ABINIT 10.8.3, plane-wave DFT with the PBE functional and PseudoDojo NC SR PBE v0.5 stringent pseudopotentials, for zinc-blende SiC with the cell relaxed at zero pressure. The cutoff is 1115.67 eV and the k-point mesh 6 × 6 × 6 with four shifts. Computed elastic constants include the relaxation of the atoms under strain; measured values are from the cited literature.

```csv
row,computed constant (GPa),what it is,measured constant (GPa),"label in the paper, method, sample",source
1,126,C12,n/a,n/a,n/a
2,n/a,n/a,142,C12; quoted earlier experiment; bulk crystal,pmc:9505936 (2022)
3,210.8,bulk modulus (Hill),n/a,n/a,n/a
4,n/a,n/a,225,bulk modulus B; quoted earlier experiment; bulk crystal,pmc:9505936 (2022)
5,240,C44,n/a,n/a,n/a
6,n/a,n/a,256,C44; quoted earlier experiment; bulk crystal,pmc:9505936 (2022)
7,n/a,n/a,380,C11; quoted earlier experiment; bulk crystal,pmc:9505936 (2022)
8,381,C11,n/a,n/a,n/a
```

The eight rows are four elastic constants of cubic SiC, each computed once and measured once, sorted by size. They have to be paired by name. C11 is the stiffness against stretching along a cube edge while the other edges are held, C12 gives the sideways stress that this stretching causes, and C44 is the stiffness against shearing the cube. The bulk modulus B is the resistance to uniform compression.

Paired in this way, the calculation looks excellent for C11, which lies only about 1 GPa from experiment. The other three constants are all too low: B and C44 by about 6 %, C12 by about 11 %. A reader who checked only the largest constant would conclude that the functional, PBE, describes the elasticity of SiC almost perfectly. The near-exact match is probably the least trustworthy comparison in the table.

The evidence is an identity. In a cubic crystal uniform compression strains all three edges equally, so that B = (C11 + 2 C12)/3. The computed constants obey it by construction, because their B was formed from the same C11 and C12; for the measured constants it is a real test. The measured C11 and C12 give 221 GPa, whereas the measured B is listed as 225 GPa, and rounding cannot close that gap.

The measured entries therefore cannot all be exact for one and the same crystal, though the identity does not say which of them is off. If B and C12 are right, C11 has to be 391 GPa instead of 380. A rough measured value recalled from outside this table is also near 390 GPa, so the listed C11 is the likely culprit. Against 391 GPa the computed C11 is 2.6 % too low, and the odd exception disappears: all four computed constants are then too soft, although B only combines what C11 and C12 already say.

A common softness suggests a common cause, and the probable one is the size of the crystal. PBE tends to make bonds slightly too long, and here the cell was relaxed with PBE itself. Longer bonds are weaker springs. The constants were thus computed for a crystal that is slightly stretched compared with the real one.

The effect on B can be estimated from one general property of solids: B rises by about 4 GPa for each GPa of pressure. Since B also fixes how much pressure a given compression takes, the relative change of B is about −4 times the relative change of volume. For SiC the PBE lattice is too long by roughly half a percent, which makes the volume 1.5 % too large. B should then fall by 4 × 1.5 %, or 6 %.

The calculation is in fact 6.3 % below the listed B, and 4.8 % below the B that follows from the measured C11 and C12. The estimate uses rough general values and no fit to these rows, so it shows that the volume error is large enough to explain most of the shortfall, not that it is the only cause. Temperature does not offer a way out, because warming normally softens the measured crystal and so hides part of the shortfall. The rule of thumb is worth remembering: an error in the lattice constant returns about twelve times larger in the bulk modulus.

The same reasoning gives a second argument against the listed C11. A pressure of about 3 GPa would squeeze the computed crystal back to its real size, and it should stiffen C11 along with B. If 380 GPa were correct and the volume were the main error in C11, C11 would have to stay practically unchanged under that pressure. With 391 GPa it would rise by about 3 GPa for each GPa, which is a normal response for such a crystal.

C44 holds another deceptive agreement. If the atoms are merely carried along with the sheared cell, the same calculation gives a C44 only 9 GPa above experiment. Once they are allowed to settle, C44 drops by 24 GPa and ends about 15 GPa below. The settled value is the one to compare, because atoms in a real crystal do settle. The better-looking number combines a crystal that is too soft with atoms that are held too rigidly.

The geometry of the bonds explains why only C44 is affected. Stretching along a cube edge changes all four bonds of an atom by the same amount, so the atom has no reason to move. Shearing lengthens two of them and shortens the other two, and the atom can relieve the strain by shifting between the pairs. The same holds for other crystals with the zinc-blende structure.

The volume error probably does not account for the whole shortfall of C44. To do so, C44 would have to rise by about 5 GPa for each GPa of pressure, faster than B, whereas shear constants of tetrahedral crystals usually rise more slowly. The printed output after this text lists the slope that each constant would need. What causes the remainder is open: it may lie in the functional, in the mesh of k-points, whose convergence was not tested here, or in the measured value. Repeating the calculation at the measured lattice constant would separate the part due to volume from the rest.

Output of the analysis:

```
C11 computed less measured in GPa: 1
C12 computed less measured in GPa: -16
C44 computed less measured in GPa: -16
B computed less measured in GPa: -14.2
C12 error in percent: -11.27
C44 error in percent: -6.25
B error in percent: -6.311
B from computed C11 and C12 in GPa: 211
B from measured C11 and C12 in GPa: 221.3
C11 required by measured B and C12 in GPa: 391
C12 required by measured B and C11 in GPa: 147.5
C11 error against the required value in percent: -2.558
B error against B from measured C11 and C12 in percent: -4.759
B change expected for a lattice 0.4 percent too long in percent: -4.677
B change expected for a lattice 0.5 percent too long in percent: -5.809
pressure that undoes a 0.5 percent expansion in GPa: 3.162
pressure slope needed for B: 4.491
pressure slope needed for C12: 5.06
pressure slope needed for C44: 5.06
pressure slope needed for C11 as listed: -0.3163
pressure slope needed for C11 as required by B and C12: 3.163
C44 lowering by internal relaxation in GPa: 24.17
clamped-ion C44 less measured in GPa: 8.705
relaxed-ion C44 less measured in GPa: -15.47
```
